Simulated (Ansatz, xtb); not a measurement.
**BClH3NO2: which of two isomers lies lower**

Structure X is `O[B@@-]1(Cl)[NH2+]O1`, a singlet and structure Y is `NOB(O)Cl`, a singlet. Both are isolated molecules in the gas phase, relaxed with r2SCAN-D4/def2-SVP; the shapes shown needn't be the lowest conformers.

X (Å):

```xyz
8

B     2.2059    2.0998   -0.5469
Cl    2.1324    3.8709   -0.9811
N     1.6575    1.8322    1.0175
O     3.0184    1.6996    0.5467
O     1.8676    1.1732   -1.4990
H     1.6077    2.5571    1.7373
H     1.3240    0.9224    1.3442
H     1.4262    1.5760   -2.2551
```

Y (Å):

```xyz
8

B     0.8477    0.7375   -2.0012
Cl    0.9448   -0.9982   -2.3839
N     1.9274    2.7513   -1.4104
O     1.9870    1.3175   -1.5597
O    -0.3123    1.4282   -2.0981
H     1.2289    2.9104   -0.6743
H     2.8255    2.9405   -0.9592
H    -1.0449    0.8869   -2.4156
```

Q: Estimate E(Y) − E(X) at the level CCSD(T)/def2-SVP + ΔMP2/def2-TZVPP.

A: Calculated at CCSD(T)/def2-SVP + ΔMP2/def2-TZVPP: E(Y) − E(X) = −32.6 kJ/mol, so structure Y lies lower.

How the difference moves with the method:

```tsv
level	geometry	E(Y) − E(X) (kJ/mol)	departure from the last row (kJ/mol)	job, with rough time for the two
GFN2-xTB	GFN2-xTB	−60.7	−28.1	optimisation, 0.27 s
HF/STO-3G	GFN2-xTB	−18.9	+13.7	single point, 0.3 s
r2SCAN-D4/def2-SVP//GFN2-xTB	GFN2-xTB	−23.9	+8.8	single point, 2.5 s
r2SCAN-D4/def2-SVP	r2SCAN-D4/def2-SVP	−27.1	+5.6	optimisation, 61 s
HF/def2-SVP	r2SCAN-D4/def2-SVP	−48.0	−15.3	part of the CCSD(T) run
MP2/def2-SVP	r2SCAN-D4/def2-SVP	−27.5	+5.1	part of the CCSD(T) run
CCSD(T)/def2-SVP	r2SCAN-D4/def2-SVP	−33.0	−0.3	single point
CCSD(T)/def2-SVP + ΔMP2/def2-TZVPP	r2SCAN-D4/def2-SVP	−32.6		single point, 22 s
```

As drawn, X has 1 B–N more. Structure X has a 3-membered ring, Y no ring.

The levels shown agree on the order. The largest departure from CCSD(T)/def2-SVP + ΔMP2/def2-TZVPP is that of GFN2-xTB, 28.1 kJ/mol. The last row adds to CCSD(T) the change of the MP2 difference between the two basis sets, here +0.3 kJ/mol.

With harmonic frequencies from r2SCAN-D4/def2-SVP (ideal gas, rigid rotor, one conformer each, 298.15 K, 1 atm): on the last row, ΔE + ΔZPE = −31.5, ΔH = −30.1, ΔG = −34.9 kJ/mol.

The correlated steps freeze 9 core orbitals. Codes used: Ansatz 0.2.0, xtb 6.7.1; the last row on 1 thread of Intel(R) Xeon(R) 6975P-C (Granite Rapids) on a shared host.

The open aminoxyborane Y lies below its cyclic isomer X by 32.6 kJ/mol, even though X has the additional B–N bond. In X the nitrogen lone pair closes onto boron as a dative bond, which makes boron four-coordinate. This bond has to pay for the strain of a three-membered B–N–O ring and for the loss of the π donation from oxygen and chlorine into the empty boron p orbital that stabilises trigonal Y. The modest gap suggests that the donor–acceptor bond recovers much of that cost, but not all of it.

In the def2-SVP basis, Hartree–Fock favours Y more strongly than CCSD(T) does, probably because correlation stabilises the compact, dative-bonded ring more than the open chain; MP2 somewhat overshoots this correction. The free energy favours Y more than the enthalpy does, as expected when ring opening releases soft torsional motion. The results support a thermodynamic preference for Y over X, but without a ring-opening barrier they don't show whether X could persist long enough to be observed.
